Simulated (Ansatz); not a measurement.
# Which functional gives which lattice for SnTe?

Starting cell:

```yaml
crystal:
  lattice:
    - [0.00000, 3.15650, 3.15650]
    - [3.15650, 0.00000, 3.15650]
    - [3.15650, 3.15650, 0.00000]
  atoms:
    - { symbol: Sn, position: [0.50000, 0.50000, 0.50000] }
    - { symbol: Te, position: [0.00000, 0.00000, 0.00000] }
```

Ansatz, plane waves and PAW, scalar-relativistic (no spin–orbit coupling), 6×6×6 k-mesh. No spin polarisation. In the setting of the table the starting cell (space group Fm-3m) has 4.464 × 4.464 × 4.464 Å, angles 60.0 / 60.0 / 60.0°. Each functional was followed to zero pressure by scaling the cell, shape and atoms held, then fitted over four more volumes within ±4 % of it.

(1) Order the functionals by equilibrium volume, smallest first.
A. PBE + D4
B. LDA
C. RPBE
D. r2SCAN

(2) What are the cells and stiffnesses?

## Answers

(1) B (30.28 Å³/atom), A (31.29 Å³/atom), D (32.45 Å³/atom), C (34.14 Å³/atom).

(2) 
```json
{"functional": "PBE + D4", "V0 (Å³/atom)": "31.29", "cell": "4.458 × 4.458 × 4.458 Å, angles 60.0 / 60.0 / 60.0°", "B0 (GPa)": "45", "B′ from the pressures": "–", "gap on the mesh": "0.09 eV", "cutoff (eV)": "420"}
{"functional": "r2SCAN", "V0 (Å³/atom)": "32.45", "cell": "4.512 × 4.512 × 4.512 Å, angles 60.0 / 60.0 / 60.0°", "B0 (GPa)": "45", "B′ from the pressures": "–", "gap on the mesh": "0.15 eV", "cutoff (eV)": "500"}
{"functional": "RPBE", "V0 (Å³/atom)": "34.14", "cell": "4.587 × 4.587 × 4.587 Å, angles 60.0 / 60.0 / 60.0°", "B0 (GPa)": "37", "B′ from the pressures": "3.9", "gap on the mesh": "0.18 eV", "cutoff (eV)": "420"}
{"functional": "LDA", "V0 (Å³/atom)": "30.28", "cell": "4.407 × 4.407 × 4.407 Å, angles 60.0 / 60.0 / 60.0°", "B0 (GPa)": "52", "B′ from the pressures": "5.0", "gap on the mesh": "0.20 eV", "cutoff (eV)": "420"}
```

The volumes span 12.8 %, from LDA to RPBE, and the stiffness falls as the cell grows. B′ is left blank where a third-order fit to these five points leaves it in doubt. Of 5 runs of this kind 1 is left out: 1 is in doubt (a loose fit, a gap or moment that comes and goes along the fit, no cell at zero pressure, a state that may not be the lowest or a known fault).

Caveats: gaps at these levels are rough, and mostly too small.

Points behind the fit for PBE + D4:

```tsv
V (Å³/atom)	E − Emin (meV/atom)	P (GPa)
30.071	7.64	2.09
30.698	1.74	0.97
31.324	0.00	-0.01
31.950	1.87	-0.85
32.577	6.61	-1.55
```

The choice of functional moves the equilibrium volume from 30.28 Å³/atom in LDA to 34.14 Å³/atom in RPBE, probably because RPBE's stronger gradient correction favours the more inhomogeneous density of stretched bonds. The bulk modulus drops from 52 to 37 GPa between these ends, as expected when longer Sn–Te contacts weaken the p–p σ overlap that holds the rocksalt lattice together. The trend is not strict, however: PBE + D4 and r2SCAN share 45 GPa despite their different volumes.

The gap does not follow volume in one direction. It is smallest for PBE + D4 and larger in both the more compact LDA cell and the two more expanded ones. In SnTe the band edges at L have cation and anion p character, and their order is sensitive to bond length, so a passage from inverted to normal order on expansion is possible, alongside a direct effect of the functional on the bands. The gap sizes alone do not establish the band order, and without spin–orbit coupling an inverted phase could have crossings away from L that the mesh misses.
